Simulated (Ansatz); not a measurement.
A series in volume scale on Li2RhN2

All results are calculated (Ansatz 0.2.0). Free energy against uniform scaling of the volume at fixed shape and fractions; periodic cell, basis, potentials, k mesh and filling as listed.

The cell before it is scaled or strained (space group P-3m1, No. 164):
```
Li2RhN2
1.0
      3.2215     0.0000     0.0000
     -1.6107     2.7899     0.0000
      0.0000     0.0000     5.0760
Li Rh N
2 1 2
Direct
  0.66667 0.33333 0.35449
  0.33333 0.66667 0.64551
  0.00000 0.00000 0.00000
  0.66667 0.33333 0.79069
  0.33333 0.66667 0.20931
```

Settings of every row: functional PBE; dispersion none; potentials PAW; wave cutoff 500 eV; density cutoff 2000 eV; k mesh 8x8x5; k shift 0x0x0; occupations fermi dirac; smearing width 0.05 eV; spin none.

Limits: coarse k mesh, up to 40 meV an atom off; odd electron count without spin; the cell comes from a prototype or a list of computed structures and needn't be the stable phase.

```
row  volume scale  V (Å³/atom)  pressure (GPa)  energy above lowest point (meV/atom)
  1          0.94        8.577            9.09                                  11.1
  2          0.96        8.759            4.82                                   3.3
  3          0.98        8.942               1                                     0
  4             1        9.124           -2.42                                   0.8
  5          1.02        9.307           -5.47                                   5.4
  6          1.04        9.489           -8.19                                  13.2
  7          1.06        9.672               ?                                     ?
```

Question: what pressure and energy above lowest point should row 7 give?

Worked fit of pressure. Take u = (V_r/V)^(2/3) − 1 with V_r = 9.033 Å³ an atom, which is twice the finite (Eulerian) strain; such expansions in the strain, on which the Birch-Murnaghan equation of state is built, carry the rest volume and the bulk modulus. The shown rows have u = 0.03514, 0.02075, 0.00677, -0.00666, -0.01972, -0.0323. Least squares give pressure = −0.759 + 253.97 × u + 744.5 × u² GPa; a straight line predicts inner rows, each left out in turn, worse (root mean square 0.33 against 0.011 GPa). The rows lie off it by 0.01, -0.01, 0.01, 0.00, 0.01, 0.00. The pressure vanishes at u = 0.0030, or V = 8.993 Å³ an atom, and there the bulk modulus at fixed shape and fractions is B = −V dP/dV = (2/3)(1 + u) dP/du = 173 GPa. Letting shape and atoms relax would as a rule lower it, by much in layered, chain or molecular crystals. The withheld row has u = -0.04454, so the fit gives −0.759 + 253.97 × (-0.04454) + 744.5 × (-0.04454)² = -10.59 GPa.

The calculation gave -10.62 GPa. The fit lies 0.03 GPa (0.15 % of the column's range) above it; its largest miss of a shown row is 0.01 GPa. This row lies beyond the range of the fit.

Worked fit of energy above lowest point. Take u = (V_r/V)^(2/3) − 1 with V_r = 9.033 Å³ an atom, which is twice the finite (Eulerian) strain; such expansions in the strain, on which the Birch-Murnaghan equation of state is built, carry the rest volume and the bulk modulus. The shown rows have u = 0.03514, 0.02075, 0.00677, -0.00666, -0.01972, -0.0323. Least squares give energy above lowest point = −0.07 − 62.1 × u + 10812 × u² meV/atom; a straight line predicts inner rows, each left out in turn, worse (root mean square 4.7 against 0.034 meV/atom). All shown rows lie on it to the printed digit. Its lowest point lies at u = 0.0029, or V = 8.994 Å³ an atom, and the curvature there gives the bulk modulus at fixed shape and fractions, B = (4/9)(1 + u)² E″(u)/V = 172 GPa. Letting shape and atoms relax would as a rule lower it, by much in layered, chain or molecular crystals. The withheld row has u = -0.04454, so the fit gives −0.07 − 62.1 × (-0.04454) + 10812 × (-0.04454)² = 24.1 meV/atom.

The calculation gave 23.9 meV/atom. The fit lies 0.2 meV/atom (0.84 % of the column's range) above it; its largest miss of a shown row is 0.0 meV/atom. This row lies beyond the range of the fit.
